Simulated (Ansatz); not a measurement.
# Vacuum decay constant against sample bias for Co/V(110) and Cr/Al(100) monolayers in PBE

The quantity calculated is the decay constant κ of the tunnelling density above two magnetic monolayers, ferromagnetic Co on V(110) and antiferromagnetic Cr on Al(100), for six sample biases each. Bias is counted from the Fermi level, and negative values select filled states. The natural yardstick is κ₀, the decay of a free electron at the top of the energy window with no momentum along the surface.

The table can serve the design of a tunnelling displacement sensor in which one monolayer is the fixed electrode. The bias alternates in sign so that amplifier offsets cancel. The targets are chosen here as round numbers: a bias of at most 0.3 V in either direction, and a current that falls by a factor of at least 9 for each ångström of added gap, at both polarities.

## Method

Ansatz 0.2.0, plane-wave Kohn-Sham DFT with its default PAW datasets at cutoffs of 420 eV, level as listed. Slabs and stacks are built by hand and relaxed; a single point with 17 Å of vacuum, a dipole correction, Fermi-Dirac smearing of 0.05 eV and meshes of 14 to 16 points along the first in-plane vector gives the density of the states between the Fermi level and the sample bias. Its planar mean n(z) is fitted as exp(−2κz) between 3 and 5 Å above the top atom. Spin-polarised where magnetic elements are present, no spin-orbit coupling.

Notes on method and selection:

- A free electron at the Fermi level with no momentum along the surface decays with κ₀ = 0.5123·√Φ Å⁻¹, Φ in eV; momentum along the surface raises κ, and the slow approach of the potential to the vacuum level lowers it.
- The tip is left out (Tersoff-Hamann).
- Slabs this thin have discrete subbands, so κ depends on which of them fall in the window.
- Windows narrower than 0.1 V hold too few states on these meshes and are not listed; a blank corrugation was not computed at that height.
- Runs in which the search for lower states was switched off are not listed.
- Work functions and vacuum levels are read from the electrostatic potential (Hartree and local ionic parts), which a warning of a rough exchange-correlation potential in thin density does not concern.
- Sites and patterns name the starting structure; atoms can leave their sites in the relaxation.
- The default PAW datasets of this version of Ansatz are the set soft_2.
- Runs that did not converge, have known faults or may not be shown are not listed, and runs on Ansatz's PAW sets soft_1 and soft_2 are kept to separate tables.

Columns:

- bias (V): sample bias; negative images filled states.
- κ₀ of window top (Å⁻¹): 0.5123·√(Φ − E) for the highest energy E in the window, from the Fermi level.
- κ (Å⁻¹): decay constant κ of the window's density.
- corrugation (Å): corrugation at constant current, set to the mean density at the first listed height.

## Results

```
member  surface                                                                   bias (V)  κ₀ of window top (Å⁻¹)  κ (Å⁻¹)  corrugation (Å)
−1.5 V  Co monolayer on V(110), started ferromagnetic (PBE, Φ 4.20 eV, 3.5 Å)     −1.5      1.049                   1.184    0.0100
−0.7 V  Co monolayer on V(110), started ferromagnetic (PBE, Φ 4.20 eV, 3.5 Å)     −0.7      1.049                   1.160    0.0099
−0.2 V  Co monolayer on V(110), started ferromagnetic (PBE, Φ 4.20 eV, 3.5 Å)     −0.2      1.049                   1.118    0.0245
+0.2 V  Co monolayer on V(110), started ferromagnetic (PBE, Φ 4.20 eV, 3.5 Å)     0.2       1.024                   1.080    0.0324
+0.7 V  Co monolayer on V(110), started ferromagnetic (PBE, Φ 4.20 eV, 3.5 Å)     0.7       0.958                   1.050    0.0260
+1.5 V  Co monolayer on V(110), started ferromagnetic (PBE, Φ 4.20 eV, 3.5 Å)     1.5       0.841                   0.960    0.0232
−2 V    Cr monolayer on Al(100), started antiferromagnetic (PBE, Φ 4.34 eV, 3 Å)  −2.0      1.067                   1.137    0.0268
−1 V    Cr monolayer on Al(100), started antiferromagnetic (PBE, Φ 4.34 eV, 3 Å)  −1.0      1.067                   1.108    0.0417
−0.3 V  Cr monolayer on Al(100), started antiferromagnetic (PBE, Φ 4.34 eV, 3 Å)  −0.3      1.067                   1.120    0.0578
+0.3 V  Cr monolayer on Al(100), started antiferromagnetic (PBE, Φ 4.34 eV, 3 Å)  0.3       1.030                   1.115    0.0953
+1 V    Cr monolayer on Al(100), started antiferromagnetic (PBE, Φ 4.34 eV, 3 Å)  1.0       0.936                   1.070    0.1270
+2 V    Cr monolayer on Al(100), started antiferromagnetic (PBE, Φ 4.34 eV, 3 Å)  2.0       0.784                   0.913    0.0863
```

## Reading the trend

On Co/V(110), κ falls at every step from negative to positive bias, from 1.184 Å⁻¹ at −1.5 V to 0.960 Å⁻¹ at +1.5 V. The fall is steeper among the empty states: (0.960 − 1.080) / 1.3 = −0.092 Å⁻¹ per volt between +0.2 and +1.5 V, against (1.118 − 1.184) / 1.3 = −0.051 between −1.5 and −0.2 V. On Cr/Al(100), the four rows from −2 to +0.3 V stay between 1.108 and 1.137 Å⁻¹. The drop comes at higher positive bias, to 1.070 at +1 V and 0.913 at +2 V.

The difference between the polarities follows from the barrier, κ₀ = 0.5123·√(Φ − E), with energies in eV and κ₀ in Å⁻¹. A larger positive bias admits states closer to the vacuum level. These decay slowly and dominate the density far out. A larger negative bias only adds deeper states, which decay faster and carry less weight there, while the top of the window stays at the Fermi level.

Over the whole listed range of positive bias, κ falls more slowly than κ₀. For Co the κ₀ slope is (0.841 − 1.024) / 1.3 = −0.141 Å⁻¹ per volt, against −0.092 for κ. For Cr, κ₀ falls by 1.030 − 0.784 = 0.246 Å⁻¹ between +0.3 and +2 V, and κ by 1.115 − 0.913 = 0.202. Such a lag is expected as long as the lower states in the window still carry weight. It is absent from the last Cr step: between +1 and +2 V, κ falls by 1.070 − 0.913 = 0.157 Å⁻¹ and κ₀ by 0.936 − 0.784 = 0.152. The table does not show why.

Energy alone does not account for the size of κ. At −0.2 V on Co, even the deepest state in the window would have κ₀ = 0.5123 × √(4.20 + 0.20) = 1.075 Å⁻¹, yet κ is 1.118. The other three narrow windows, Co at +0.2 V and Cr at ±0.3 V, also lie above both of their limits. Momentum k along the surface has the right sign, since κ² = κ₀² + k².

## Departures from the trend

The Cr row at −1 V breaks the expected order. Its κ of 1.108 Å⁻¹ lies 0.012 below the value at −0.3 V, although the wider window adds deeper states. The discrete subbands of a thin slab, sampled on a finite mesh, can produce a dip of this sign if one with little momentum along the surface enters the window. Low momentum alone is hardly enough: a free electron 0.3 eV below the Fermi level already has κ₀ = 0.5123 × √(4.34 + 0.30) = 1.104 Å⁻¹, and deeper ones have more. The slow approach of the potential to the vacuum level, which lowers κ, probably contributes. At about 1 %, the dip is too small to be read as a property of the Cr layer. The value serves as a rough figure, but nothing should be built on its rank among the neighbouring rows.

On Co, the corrugation drops from 0.0245 Å at −0.2 V to 0.0099 Å at −0.7 V, and the brightest spot moves away from the Co atoms. The pattern therefore changes with bias while κ continues its smooth course. With so little relief, the position of the maximum is a fragile result.

## Selection

The bias limit removes eight rows and leaves Co at ±0.2 V and Cr at ±0.3 V. The current ratio for 1 Å of added gap is S = exp(2κ × 1 Å), so S = 9 requires κ = ln 9 / 2 = 1.099 Å⁻¹.

- Co, −0.2 V: exp(2 × 1.118) = 9.36, passes.
- Co, +0.2 V: exp(2 × 1.080) = 8.67, fails.
- Cr, −0.3 V: exp(2 × 1.120) = 9.39, passes.
- Cr, +0.3 V: exp(2 × 1.115) = 9.30, passes.

On the listed values the pick is Cr/Al(100), which meets the target at both polarities. Co/V(110) is the runner-up and passes at negative bias only. The two are not compared at equal bias: the Cr rows are at ±0.3 V, the Co rows at ±0.2 V. On Co, κ falls as the positive bias grows, so a bias below +0.2 V, which the table does not contain, might bring Co closer to the target.

The margin is thin: 1.115 − 1.099 = 0.016 Å⁻¹ at the weaker Cr polarity, little more than the dip at −1 V that may come from subbands and mesh. Assume that a PBE work function may be wrong by roughly 0.2 eV. Near these barriers κ₀ changes by about 0.13 Å⁻¹ per eV, which gives 0.2 × 0.13 = 0.03 Å⁻¹, or about 5 % in S. From this error alone, the weaker Cr polarity spans roughly 8.8 to 9.8.

A further error cannot be sized from the table. The calculations for both surfaces carry a warning that the exchange-correlation potential is rough where the density is thin. The work functions are not affected, but κ is fitted in that thin density, where the potential shapes the tails of the states. All four κ values lie within about 0.02 Å⁻¹ of the threshold, and nothing here shows that κ is accurate to that level. None of the four verdicts is therefore firm, and whether Cr really meets the target at both polarities remains open.

The lead over Co at the weaker polarity, 1.115 − 1.080 = 0.035 Å⁻¹ with Cr at +0.3 V and Co at +0.2 V, would vanish if the two work functions were wrong by about 0.3 eV relative to each other.

The field of the applied bias is absent from the calculation. With a counter-electrode of equal work function, the mean barrier for electrons at the top of the energy window is Φ − |V|/2 at either polarity, with |V| in eV. This lowers κ for Cr at −0.3 V by about 0.02 to 1.10 Å⁻¹ and raises it for Co at +0.2 V by about 0.01 to 1.09 Å⁻¹. Cr stays at the threshold and its lead nearly disappears.

A strict limit on lateral corrugation could also overturn the pick. Cr shows 0.0953 Å at +0.3 V, though at 3 Å height, whereas the Co values refer to 3.5 Å, where corrugation is naturally weaker.

## Conclusions

Between −1.5 and +1.5 V on Co/V(110), κ falls steadily as the bias rises. Between −2 and +2 V on Cr/Al(100), it is nearly level up to +0.3 V and lower at +1 and +2 V. The largest and smallest values differ equally on both surfaces, by 1.184 − 0.960 = 0.224 Å⁻¹ for Co and 1.137 − 0.913 = 0.224 Å⁻¹ for Cr.

The effect of the missing bias field on κ is about as large as this spread. It would lower κ at negative bias and raise it at positive bias. With the mean barrier Φ − |V|/2, the shifts at the two extreme biases add up to the full change in κ₀ between them, 1.049 − 0.841 = 0.208 Å⁻¹ for Co and 1.067 − 0.784 = 0.283 Å⁻¹ for Cr, enough to cancel most of the computed asymmetry or even reverse it. The table therefore describes the decay of the sample's own states, and a measured current–distance curve should look much more alike at the two polarities.

Cr/Al(100) is the choice on the listed values, not an established pass. The margins that decide the selection are only about 0.02 Å⁻¹, and κ is fitted in the thin density to which the warning of a rough exchange-correlation potential applies.

[Logs are printed without paths, hosts, clocks, repeated set-up lines and the standing remarks that a program may print on its own settings, such as how far it seeks lower states.]
